**Problem.** Treat the conduction electrons of lithium as a spin-unpolarised homogeneous electron gas at $T=0$ with the typical density parameter $r_s=3.25$, defined by $n=3/[4\pi(r_sa_0)^3]$. Constants: $a_0=5.29177\times10^{-11}$ m, $\hbar/m_e=1.15768\times10^{-4}$ m² s⁻¹, $e^2/(4\pi\varepsilon_0\hbar)=2.18769\times10^{6}$ m s⁻¹. The symbol $\alpha=(4/9\pi)^{1/3}=0.5211$ is geometric, with $k_F=1/(\alpha r_sa_0)$. The occupation $n(k)$ is per spin orbital.

(a) Find $n$, $k_F$, $v_F$ and $k_{TF}$. (b) From the high-density form of $n(k)$ in the random-phase approximation (RPA), find $n(k_F^\pm)$, the jump $Z$, the logarithmic term, and $n$ at $|k-k_F|=0.1\,k_{TF}$. (c) Judge the result. (d) Repeat the jump for n-type GaAs with an assumed density $1.0\times10^{24}$ m⁻³ and the typical values $m^*=0.067\,m_e$, $\varepsilon_r=12.9$.

**Student:** Part (a) is routine: $n=4.69\times10^{28}$ m⁻³, $k_F=1.116\times10^{10}$ m⁻¹, $v_F=\hbar k_F/m_e=1.292\times10^{6}$ m s⁻¹. From $k_{TF}^2=4k_F/(\pi a_0)$, $k_{TF}=1.639\times10^{10}$ m⁻¹, so $k_{TF}/k_F=\sqrt{4\alpha r_s/\pi}=1.468$. For (b) I refuse to use a function $G$ that falls from the sky.

**Lecturer:** Then we build it. Let $\nu,\omega$ be energies on the imaginary axis, in joules, with $G_0=1/(i\nu-\xi_k)$ and $\xi_k=\hbar^2(k^2-k_F^2)/2m_e$. The occupation is $\int d\nu\,e^{i\nu0^+}\mathcal G/2\pi$. Expand the propagator as $\mathcal G=G_0+G_0^2\Sigma$, which gives the approximation of Daniel and Vosko (1960) for $k\ne k_F$:
$$\delta n(k)=n(k)-\theta(k_F-k)=\int\frac{d\nu}{2\pi}\,G_0^2\,\Sigma,\qquad \Sigma(k,i\nu)=-\int\!\frac{d^3q}{(2\pi)^3}\!\int\!\frac{d\omega}{2\pi}\,W(q,i\omega)\,G_0(\mathbf k+\mathbf q,i\nu+i\omega),$$
where $W$ is the RPA screened interaction in J m³.

**Student:** Exchange is the largest piece of $\Sigma$. Surely it dominates.

**Lecturer:** It is independent of $\nu$, and $\int d\nu\,G_0^2=0$ because the double pole lies in one half-plane. Exchange and the shift of the chemical potential drop out. For the rest, do the $\nu$ integral by residues. With $\Delta=\xi_{\mathbf k+\mathbf q}-\xi_k$ and free occupations $n^0$ it equals $(n^0_{\mathbf k+\mathbf q}-n^0_k)/(i\omega-\Delta)^2$. Since $W$ is even in $\omega$, only the real part counts, and that is $\partial_\omega[\omega/(\Delta^2+\omega^2)]$. Integrating by parts,
$$\delta n(k)=\int\!\frac{d^3q}{(2\pi)^3}\,(n^0_{\mathbf k+\mathbf q}-n^0_k)\int_0^\infty\!\frac{d\omega}{\pi}\,\frac{\partial W}{\partial\omega}\,\frac{\omega}{\Delta^2+\omega^2}.$$
Screening weakens as $\omega$ grows, so $\partial_\omega W>0$: states outside the sphere fill and states inside empty.

**Student:** And the scaling?

**Lecturer:** For $r_s\to0$ the relevant transfers are $q\sim k_{TF}\ll k_F$. Then $\Delta\approx\hbar v_Fq\mu$, with $\mu$ the cosine of the angle between $\mathbf k$ and $\mathbf q$, and
$$W=\frac{e^2/\varepsilon_0}{q^2+k_{TF}^2R(u)},\qquad R(u)=1-u\arctan\frac1u,\qquad u=\frac{\omega}{\hbar v_Fq}.$$
Crossing the surface requires $|k-k_F|/q<|\mu|<1$, with $\mu<0$ from outside and $\mu>0$ from inside. Only $\Delta^2$ enters, so the two sides are mirror images. Put $x=|k-k_F|/k_{TF}$ and $s=q/k_{TF}$. The coupling that comes out in front is $e^2/(4\pi\varepsilon_0\hbar v_F)=\alpha r_s$, and
$$\delta n=\mp\frac{\alpha r_s}{2\pi^2}G(x),\qquad G(x)=2\int_0^\infty\!du\,(-R')\int_x^\infty\!\frac{s\,ds}{(s^2+R)^2}\Big[\arctan\frac1u-\arctan\frac{x}{su}\Big],$$
with the upper sign for $k<k_F$. One integration by parts and partial fractions do the $s$ integral and give the function of Kulik (1961):
$$G(x)=\int_0^\infty\!du\,\frac{-R'(u)}{R(u)}\,\frac{u\,[R(y)-R(u)]}{u^2-y^2},\qquad y=\frac{x}{\sqrt{R(u)}}.$$
At $x=0$, $R(y)=1$, so $G(0)=\int_0^\infty du\,(-R'/R)\arctan(1/u)=3.353$ by quadrature. The jump is $Z=1-(\alpha r_s/\pi^2)G(0)=1-0.177\,r_s$.

**Student:** Why should the jump be the quasiparticle weight? I defined $Z$ through $\partial\Sigma/\partial\nu$.

**Lecturer:** Near $k_F$ write $\Sigma\approx\Sigma_0-\lambda\,i\nu$. The term $-\lambda\,i\nu\,G_0^2=-\lambda(G_0+\xi G_0^2)$ removes a fraction $\lambda$ of the free step, so this scheme gives the jump $1-\lambda$. That is the first order of $Z=1/(1+\lambda)$. Keep the difference in mind.

**Student:** The function depends on $|k-k_F|$. How does a term $(k-k_F)\ln|k-k_F|$ arise?

**Lecturer:** For small $y$, $R(y)\approx1-\pi y/2$, which adds $-(\pi/2)(y/u)(-R'/R)$ to the integrand wherever $y\ll1$ and $y\ll u$. Two windows give $du/u$. For $x\ll u\ll1$, $y\approx x$ and $-R'/R\approx\pi/2$, which yields $(\pi^2/4)\,x\ln x$. For $1\ll u\ll1/x$, $R\approx1/3u^2$, $y\approx\sqrt3\,xu$ and $-R'/R\approx2/u$, which yields $\sqrt3\pi\,x\ln x$. Hence
$$G(x)=G(0)+c\,x\ln x+O(x),\qquad c=\pi\Big(\frac\pi4+\sqrt3\Big)=7.909 .$$
The sign $\mp$ multiplies $|k-k_F|$ and turns it into $k-k_F$, so both sides carry the same term, $+(\alpha r_sc/2\pi^2)\,[(k-k_F)/k_{TF}]\ln(|k-k_F|/k_{TF})$. The slope of $n$ tends to $-\infty$ from either side.

**Student:** Numbers, then. The coupling is $(2.18769\times10^6\ \mathrm{m\,s^{-1}})/(1.292\times10^6\ \mathrm{m\,s^{-1}})=1.693$, and dividing by $2\pi^2$ gives $A=0.0858$. So $n(k_F^+)=AG(0)=0.29$, $n(k_F^-)=0.71$ and $Z=0.42$. The logarithm has the prefactor $Ac=0.68$, or $Ac/k_{TF}=4.1\times10^{-11}$ m per unit of $k-k_F$. At $x=0.1$, $|k-k_F|=1.64\times10^{9}$ m⁻¹ $=0.147\,k_F$, and the two-term expansion gives $G=1.53$.

**Lecturer:** Quadrature of the full integral gives $G(0.1)=1.70$; the remainder comes from the terms of order $x$ and beyond. Then $n=0.15$ outside and $n=0.85$ inside.

**Student:** I don't believe any of it. You assumed $k_{TF}\ll k_F$, and I found the ratio 1.468.

**Lecturer:** You are right, and that is part (c). Two neglected effects can be sized. First, the small-$q$ forms. At $k=k_F$ set $z=q/2k_F$, so that exactly $\Delta=\hbar v_Fq(\mu+z)$, and replace $R$ by the Lindhard function
$$f=\frac12+\frac{1-z^2+u^2}{8z}\mathcal L-\frac u2\Theta,\qquad \mathcal L=\ln\frac{(1+z)^2+u^2}{(1-z)^2+u^2},\qquad \Theta=\arctan\frac{1+z}u+\arctan\frac{1-z}u,$$
for which $-\partial_uf=\Theta/2-u\mathcal L/4z$. Adding the two sides covers all $\mu$, and the angular integral of $u/[(\mu+z)^2+u^2]$ is $\Theta$:
$$\lambda=\frac{\alpha r_s}{\pi^2}\int_0^\infty\!du\int_0^\infty\!dz\,\frac{z\,b^2(-\partial_uf)\,\Theta}{(z^2+b^2f)^2},\qquad b^2=\frac{k_{TF}^2}{4k_F^2}=\frac{\alpha r_s}{\pi}.$$
For $b\to0$ only $z\to0$ counts, the $z$ integral gives $1/2R$, $\Theta\to2\arctan(1/u)$, and $\lambda\to0.177\,r_s$, which is $0.58$ at our density. With $b^2=0.539$ the double quadrature gives $\lambda=0.46$, and the first-order jump becomes $0.54$.

**Student:** Does the equal sharing survive?

**Lecturer:** No. For $z<1$ the outer side, $-1<\mu<-z$, gets the weight $\arctan[(1-z)/u]$, and the inner side gets the larger $\arctan[(1+z)/u]$. For $z>1$ the outer side gets nothing. So the depletion at $k_F^-$ exceeds the occupation at $k_F^+$; equality is a property of the limit $r_s\to0$.

**Student:** And the second effect?

**Lecturer:** Linearisation in $\Sigma$. The next term of $1/(1+\lambda)$ is $\lambda^2=0.21$, almost half of $\lambda$ itself. Keeping the same self-energy in the denominator gives $Z=1/1.46\approx0.7$. Corrections beyond RPA also enter at order $r_s^2$ and are not sized by this, so one figure is all I would print. As typical knowledge, many-body estimates for an electron gas at this density lie near $0.7$, so the scaling value $0.42$ is low by roughly 40 per cent. It is the model's number, not lithium's, and the lattice potential of the metal is absent from the model altogether. The values $0.29$, $0.71$, $0.15$ and $0.85$ are extrapolations of the same kind.

**Student:** Then where is the scaling form of any use?

**Lecturer:** Try (d). For a parabolic band in a static dielectric background, replace $a_0$ by $a^*=\varepsilon_r(m_e/m^*)a_0$; nothing else in the derivation changes.

**Student:** $a^*=10.2$ nm, and $(3/4\pi n)^{1/3}=6.20$ nm, so $r_s=0.61$ and $k_{TF}/k_F=0.64$. Then $\lambda=0.177\times0.61=0.11$ and $Z=0.89$, against $1/(1+\lambda)=0.90$. The ratio $0.64$ is hardly tiny.

**Lecturer:** True, but the finite-$q$ corrections are governed by $b^2=\alpha r_s/\pi=0.10$, against $0.539$ before, and linearisation now shifts $Z$ by only $0.01$. The value $0.89$ belongs to the clean parabolic model at $T=0$. In a doped crystal, scattering by the ionised donors and finite temperature round the step, and coupling to polar phonons, which the model omits, takes further weight from the quasiparticle.